Longitudinal relaxation time of ionic and multipolar solutes in a Debye solvent

1. Statement

A solute occupies a sphere of radius a with a frequency-independent relative permittivity ε_c. Outside lies a Debye dielectric with static permittivity ε_s, high-frequency permittivity ε_∞ and relaxation time τ_D. The symbol ε₀ is kept for the vacuum permittivity, and SI formulas are used. At t = 0 the multipole moment of order l of the solute's charge changes suddenly by Q and then stays fixed. Define

K_∞ = (l+1)ε_∞ + lε_c,  K_s = (l+1)ε_s + lε_c.  (1)

The change in the reaction potential inside the sphere, that is the total potential less the potential the solute charge would produce in a uniform medium ε_c, is

φ_R(r,t) = b(t) r^l S_lm(θ,ϕ) / (4πε₀ a^(2l+1)),  (2)

b(t) = Q { (2l+1)/K_s − 1/ε_c + (2l+1)(1/K_∞ − 1/K_s) exp(−t/τ_l) },  t > 0,  (3)

τ_l = τ_D K_∞/K_s = τ_D [(l+1)ε_∞ + lε_c] / [(l+1)ε_s + lε_c].  (4)

The reaction field jumps at t = 0 to the value appropriate to ε_∞ and then relaxes as a single exponential to the value appropriate to ε_s. For an ion (l = 0) the interior drops out of the time constant and τ_0 = τ_L = τ_D ε_∞/ε_s, the longitudinal relaxation time. The times rise with l and obey τ_L ≤ τ_l < τ_D(ε_∞ + ε_c)/(ε_s + ε_c) < τ_D. None depends on a.

2. Premises and conventions

(a) The fields are quasi-static: E = −∇φ, and ∇·D equals the solute's charge density ρ.

(b) All of ρ lies within r < a, where D = ε₀ε_c E. The boundary is sharp and carries no free charge, so φ and the normal component of D are continuous.

(c) For r > a the response is linear, local, isotropic and uniform, with D = ε₀ε_∞E + P. The slow polarisation P obeys

τ_D ∂P/∂t = −P + ε₀Δ E,  Δ = ε_s − ε_∞ > 0.  (5)

In a steady field D = ε₀ε_s E. At fixed E, P relaxes with τ_D.

(d) Before t = 0 the solvent is in equilibrium with the initial charge. The equations are linear, so this static solution can be subtracted. All quantities below are changes from it, and P = 0 for t ≤ 0.

The S_lm are real spherical harmonics scaled so that S_l0 = P_l(cos θ) and 1/|r − r′| = Σ_lm (r′^l/r^(l+1)) S_lm(r̂) S_lm(r̂′) for r > r′. The moments are Q_lm = ∫ρ r^l S_lm d³r, so Q is the charge q for l = 0 and a dipole component μ for l = 1.

3. Proof

Step 1. No bound charge builds up in the bulk solvent. For r > a, ∇·D = 0 gives ∇·E = −∇·P/(ε₀ε_∞). The divergence of (5), with u = ∇·P, is

τ_D ∂u/∂t = −u − (Δ/ε_∞)u = −(ε_s/ε_∞)u.  (6)

The divergence of P decays with τ_L. The curl of (5), with ∇×E = 0, shows that ∇×P decays with τ_D. This is the origin of the name: longitudinal polarisation creates a field that opposes it and so relaxes faster, while transverse polarisation creates none. By premise (d) u starts at zero, so it stays zero, and ∇²φ = 0 for r > a at all times.

Step 2. P is a gradient. Integration of (5) gives P(t) = (ε₀Δ/τ_D)∫₀^t exp[−(t−t′)/τ_D] E(t′) dt′. Each E(t′) is minus the gradient of a harmonic function that vanishes at infinity, so P = −ε₀∇ψ with ψ of the same kind, and τ_D ∂ψ/∂t = −ψ + Δφ, where Δφ is the product of the number Δ and φ.

Step 3. Expansion. The functions r^l S_lm and r^(−l−1) S_lm solve Laplace's equation. The S_lm are orthogonal on the sphere, so the boundary conditions hold for each (l,m) separately. For one of them, with a common factor S_lm/(4πε₀),

φ (inside, beyond the charge) = Q/(ε_c r^(l+1)) + b(t) r^l/a^(2l+1),
φ (outside) = C(t)/r^(l+1),
ψ (outside) = p(t)/r^(l+1).  (7)

The first inside term is the multipole expansion of the potential of ρ in a uniform medium ε_c. The remainder is harmonic and regular throughout the sphere, which fixes its form as r^l and makes (2) valid down to r = 0.

Step 4. Boundary conditions at r = a. Continuity of φ, multiplied by a^(l+1), gives

Q/ε_c + b = C.  (8)

Continuity of normal D reads ε_c ∂φ_in/∂r = ε_∞ ∂φ_out/∂r + ∂ψ/∂r. Multiplied by a^(l+2) it gives

−(l+1)Q + lε_c b = −(l+1)(ε_∞C + p).  (9)

The radius has cancelled from both. Insert b = C − Q/ε_c in (9). The left side becomes −(2l+1)Q + lε_c C, hence

K_∞ C = (2l+1)Q − (l+1)p.  (10)

Step 5. Equation of motion. Step 2 gives τ_D dp/dt = −p + ΔC. With (10),

τ_D dp/dt = −p [K_∞ + (l+1)Δ]/K_∞ + (2l+1)ΔQ/K_∞.

From (1), K_∞ + (l+1)Δ = K_s. Multiplication by K_∞/K_s gives

τ_l dp/dt = −p + p_s,  p_s = (2l+1)ΔQ/K_s,  (11)

with τ_l as in (4).

Step 6. Solution. The right side of (11) is finite, so p is continuous through the jump in Q and p(0⁺) = 0. Then p(t) = p_s[1 − exp(−t/τ_l)]. Equation (10) gives C(0⁺) = (2l+1)Q/K_∞ and

C(∞) = (2l+1)Q [K_s − (l+1)Δ]/(K_s K_∞) = (2l+1)Q/K_s.

C is linear in p, so C(t) = C(∞) + [C(0⁺) − C(∞)] exp(−t/τ_l). Equation (8) turns this into (3). The end values have the static form b = −(l+1)(ε − ε_c)Q/{ε_c[(l+1)ε + lε_c]} with ε = ε_∞ or ε_s. For ε_c = 1 these are the Born (l = 0) and Onsager (l = 1) reaction terms.

Step 7. Ordering. Division of numerator and denominator of (4) by l+1 gives τ_l/τ_D = (ε_∞ + x)/(ε_s + x) with x = lε_c/(l+1). The derivative with respect to x is Δ/(ε_s + x)² > 0, and x rises from 0 at l = 0 towards ε_c as l → ∞. The ratio stays below 1 because ε_∞ < ε_s. This proves the inequalities of section 1.

For the ion the result can be read directly from Gauss's law. Spherical symmetry fixes D = q/(4πr²) for t > 0, and (5) with E = (D − P)/(ε₀ε_∞) is relaxation at constant D. For l ≥ 1 the interior field also responds to the bound charge on the boundary, D outside is no longer clamped, and the opposing field per unit polarisation is weaker.

4. General dispersion

Take the Laplace transform f̃(s) = ∫₀^∞ exp(−st) f(t) dt. Step 2 gives p̃ = ΔC̃/(1 + sτ_D), the step gives Q̃ = Q/s, and (10) becomes

C̃(s) = (2l+1)Q / { s[(l+1)ε(s) + lε_c] },  ε(s) = ε_∞ + Δ/(1 + sτ_D).  (12)

The first relation uses only D̃ = ε₀ε(s)Ẽ and holds for any local linear solvent. The decay rates are the roots of ε(s) = −lε_c/(l+1). For the Debye form there is one, s = −1/τ_l. An ion probes the zeros of ε(s), whereas τ_D marks its pole. If ε(s) = ε_opt + Σ_j Δ_j/(1 + sτ_j), then for the ion a root s_k carries the amplitude Q/[s_k ε′(s_k)], and the mean time of the normalised decay is

⟨τ⟩ = ∫₀^∞[C(t) − C(∞)]dt / [C(0⁺) − C(∞)] = (Σ_j Δ_jτ_j/ε_s²) / (1/ε_opt − 1/ε_s),  (13)

since the integral equals the limit s → 0 of Q[1/ε(s) − 1/ε_s]/s = −Qε′(0)/ε_s².

5. Quantum solute

A change of electronic state (ionisation, electron attachment, excitation) alters many Q_lm at once. Each relaxes with its own τ_l, so the total is a sum of exponentials. A charge q at distance d from the centre along the polar axis has Q_l0 = q d^l and excites every l.

By (8) and (10), b is the sum of a part proportional to Q, which follows the solute's state at once, and the part −(l+1)p/K_∞ = b(t) − b(0⁺), which is frozen during a vertical transition. The first adds a constant to the energy gap between the final and initial states. The second shifts the gap by ∫ρ φ d³r with the change in ρ, that is

δE(t) = −Σ_lm (2l+1) Q_lm² (1/K_∞ − 1/K_s) [1 − exp(−t/τ_l)] / (4πε₀ a^(2l+1)).  (14)

For a centred ion the final shift is −2λ with 2λ = (q²/4πε₀a)(1/ε_∞ − 1/ε_s).

The wavefunction of the solute is itself polarised by the reaction field, and ε_c represents this. For l = 1 it can be shown exactly. Place a dipole μ₀ with an instantaneous polarisability volume α′ at the centre of an empty cavity. From step 6 with ε_c = 1 the reaction field is fμ/(4πε₀), f = 2(ε − 1)/[(2ε + 1)a³]. Self-consistency, μ = μ₀ + α′fμ, gives μ = μ₀(2ε + 1)/[(2ε + 1) − 2y(ε − 1)] with y = α′/a³ < 1. The denominator equals (1 − y)[2ε + (1 + 2y)/(1 − y)]. Its zero lies at ε = −ε_c/2 with ε_c = (1 + 2y)/(1 − y), the Clausius–Mossotti relation, so the time is τ_1 of (4). A polarisable solute slows the relaxation. A centred spherical ion feels a uniform reaction potential, is not polarised by it, and keeps τ_L.

6. Range of validity

Debye form. The root lies at |s| = 1/τ_l, so (5) must describe the solvent up to rates of 1/τ_l, which exceed 1/τ_D by the factor K_s/K_∞. Every process lumped into ε_∞ must be fast compared with τ_l, not merely with τ_D. Equation (5) is overdamped and contains no inertia: it gives a finite initial slope, whereas molecules with mass start from zero slope.

Sudden change. The creation of the multipole must take much less than τ_l. Otherwise (3) is convolved with dQ/dt.

Linearity. The orientation energy μ_w E of a solvent dipole μ_w must stay below k_BT where most of the reaction potential originates. For the ion φ(a) = ∫_a^∞ E dr with E and P both proportional to 1/r², so the shell a < r < R supplies the fraction 1 − a/R.

Locality. Half of that integral comes from a < r < 2a. For a cavity of molecular size this is the first solvent shell, where a local permittivity is an extrapolation. The region contracts further as l grows, so high-l times have formal meaning only.

Geometry. A non-spherical cavity couples different l, and the total charge then in general excites more than one time.

Retardation and conduction. Premise (a) needs a ≪ cτ_l/√ε_s. An ohmic conductivity σ adds σ/(ε₀s) to ε(s).

7. Illustration: an ion created in water

Inputs, all typical values for water near 298 K and taken as given: τ_D = 8.3 ps, ε_s = 78.4, ε_∞ = 5.2 as the high-frequency limit of the main Debye band, and ε_opt = 1.78 as the optical permittivity. The cavity radius a = 2.0 Å and charge +e are illustrative. The value consistent with premise (c) is ε_∞ = 5.2, Δ = 73.2, which gives

τ_L = 8.3 ps × 5.2/78.4 = 0.55 ps.

Times τ_l in ps from (4):

ε_∞, ε_c | l = 0 | l = 1 | l = 2 | l → ∞
5.2, 1 | 0.55 | 0.60 | 0.62 | 0.65
5.2, 2 | 0.55 | 0.65 | 0.68 | 0.74
1.78, 1 | 0.19 | 0.24 | 0.26 | 0.29

The last row assigns the whole step from 1.78 to 78.4 to one Debye process. The choice of ε_∞ matters far more than l or ε_c.

With e/(4πε₀a) = 7.20 V and ε_c = 1, equation (3) gives a reaction potential of −5.82 V at t = 0⁺ and −7.11 V at long times. The gap shifts by 2λ = 1.29 eV with time constant 0.55 ps.

Retardation is negligible: cτ_L/√ε_s = 1.9×10⁴ nm. For σ = 1 S/m, roughly a 0.1 mol/L salt solution, the conduction term at s = −1/τ_L is −0.062, small against 5.2. It adds a separate slow stage near ε₀ε_s/σ = 0.69 ns.

Two neglected effects are large. The first is the nuclear response between ε_opt and ε_∞. The full nuclear shift is 7.20 eV × (1/1.78 − 1/78.4) = 3.95 eV, of which the Debye stage carries the fraction 0.33. The part treated as instantaneous is the larger one. The rate 1/τ_L corresponds to the frequency 1/(2πτ_L) = 0.29 THz, against 19 GHz for τ_D. To size the effect, put the missing step Δ₂ = 5.2 − 1.78 = 3.42 into a second Debye term with an illustrative τ₂ = 0.2 ps. Then ε(s) = 0 is a quadratic with roots −1.46 and −18.2 ps⁻¹. The times are 0.69 ps and 0.055 ps, with weights 0.20 and 0.80. The slow time has moved from 0.55 to 0.69 ps. The mean time (13) is 0.18 ps, close to the 0.19 ps in the last row of the table, because Σ_jΔ_jτ_j is dominated by the main band.

The second is saturation. At t = 0⁺ the field at r = a is e/(4πε₀ε_∞a²) = 0.69 V/Å. With a typical gas-phase dipole μ_w = 1.85 D = 0.385 e·Å, μ_wE/k_BT is about 10 at 298 K, falling to about 0.7 in the final state. Initially the ratio exceeds 1 out to R = 6.4 Å, a shell that supplies about 0.7 of the reaction potential. Linear response is therefore not assured for a small ion at early times.

The model's value is τ_L = 0.55 ps for these inputs. As typical knowledge, not as a measurement, solvation in real water is strongly non-exponential: about half or more is completed by inertial and librational motion in under 0.1 ps, the 1/e time is roughly 0.1 ps, and a tail extends to about 1 ps. The single exponential of 0.55 ps is thus too slow by roughly a factor of five for the overall decay and up to about twice too fast for the tail. It sets the sub-picosecond scale of the diffusive stage, 15 times shorter than τ_D.